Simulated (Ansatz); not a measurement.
A series in volume ratio on AuS

All results are calculated (Ansatz 0.2.0). Plane-wave density functional theory, PAW datasets, Gaussian smearing 0.05 eV: equation of state, the given cell scaled in volume with shape and atoms relaxed at each volume.

The cell before it is scaled or strained (space group Fm-3m, No. 225):
```
cell vectors (Å)
   0.0000     2.5886     2.5886
   2.5886     0.0000     2.5886
   2.5886     2.5886     0.0000
atoms (fractions of the cell vectors)
Au  0.50000  0.50000  0.50000
S   0.00000  0.00000  0.00000
```

Settings of every row: paw set soft_2; functional PBEsol; spin treatment none; moment partition spheres; spin axis none; wave cutoff 420 eV; k mesh 10x10x10; symmetry use detected.

Atom hubbard u: 0 on all atoms.

Limits: no spin-orbit coupling, which can matter with elements this heavy; the cell comes from a prototype or a list of computed structures and needn't be the stable phase.

```
row  volume ratio  V (Å³/atom)  pressure (GPa)  energy above given cell (meV per atom)
  1          0.96       16.652           5.616                                    11.8
  2          0.98       16.999           2.643                                    2.85
  3             1       17.346               ?                                       ?
  4          1.02       17.693          -2.359                                    2.57
  5          1.04        18.04          -4.453                                    9.97
```

Question: what pressure should row 3 give?

Worked fit of pressure. Take u = (V_r/V)^(2/3) − 1 with V_r = 17.346 Å³ an atom, which is twice the finite (Eulerian) strain; such expansions in the strain, on which the Birch-Murnaghan equation of state is built, carry the rest volume and the bulk modulus. The shown rows have u = 0.02759, 0.01356, -0.01312, -0.02581. Least squares give pressure = −0.0037 + 187.456 × u + 586.4 × u² GPa; a straight line predicts inner rows, each left out in turn, worse (root mean square 0.24 against 0.0078 GPa). The rows lie off it by 0.001, -0.003, 0.003, -0.002. The pressure vanishes at u = 0.0000, or V = 17.35 Å³ an atom, and there the bulk modulus with shape and atoms relaxed is B = −V dP/dV = (2/3)(1 + u) dP/du = 125 GPa. The withheld row has u = 0, so the fit gives −0.0037 + 187.456 × (0) + 586.4 × (0)² = -0.004 GPa.

The calculation gave -0.004 GPa. The fit meets it to the printed digit.

The other values of row 3: energy above given cell 0 meV per atom.
